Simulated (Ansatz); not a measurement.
**How basis sets differ on Si2H4F2 (SMILES F[SiH2][SiH2]F)**

The species is Si2H4F2 (8 atoms), meant as a singlet with charge 0. As SMILES, `F[SiH2][SiH2]F`. The shape is that of a PBE0-D4/def2-TZVP optimisation. This is one conformer, not always the lowest.

Quantity: the HOMO–LUMO gap, in eV. The values are calculated.

```json
{"level": "HF/STO-3G", "kind": "Hartree–Fock", "program": "Ansatz", "value (eV)": "18.56"}
{"level": "HF/3-21G", "kind": "Hartree–Fock", "program": "Ansatz", "value (eV)": "14.35"}
{"level": "HF/def2-SVP", "kind": "Hartree–Fock", "program": "Ansatz", "value (eV)": "14.25"}
{"level": "HF/pcseg-1", "kind": "Hartree–Fock", "program": "Ansatz", "value (eV)": "13.86"}
{"level": "HF/jorge-TZP", "kind": "Hartree–Fock", "program": "Ansatz", "value (eV)": "13.60"}
```

The values span 13.60 to 18.56 eV. A Hartree–Fock LUMO above zero doesn't converge with the basis: it sinks as sets grow more diffuse. Orbital gaps aren't excitation energies.

The gap falls sharply from the minimal basis to the split-valence sets, from 18.56 eV with STO-3G to 14.35 eV with 3-21G, and varies far less thereafter. With a single contracted function per valence shell, the empty orbitals are little more than the antibonding counterparts of the occupied ones. They cannot expand radially to lower their kinetic energy, whereas a split valence shell allows this. The HOMO is probably mainly the Si–Si σ bond, and the LUMO an Si-centred σ* combination with some outer-region character, so the latter should be the more sensitive to radial flexibility.

Polarisation seems to matter less: 3-21G has no d functions on silicon, yet it lies close to def2-SVP. The latter and pcseg-1 are both polarised double-zeta sets but still give 14.25 and 13.86 eV, which suggests that the choice of exponents and contraction counts as well as the nominal size. Gaps alone do not show how much of each change comes from the HOMO and how much from the LUMO.
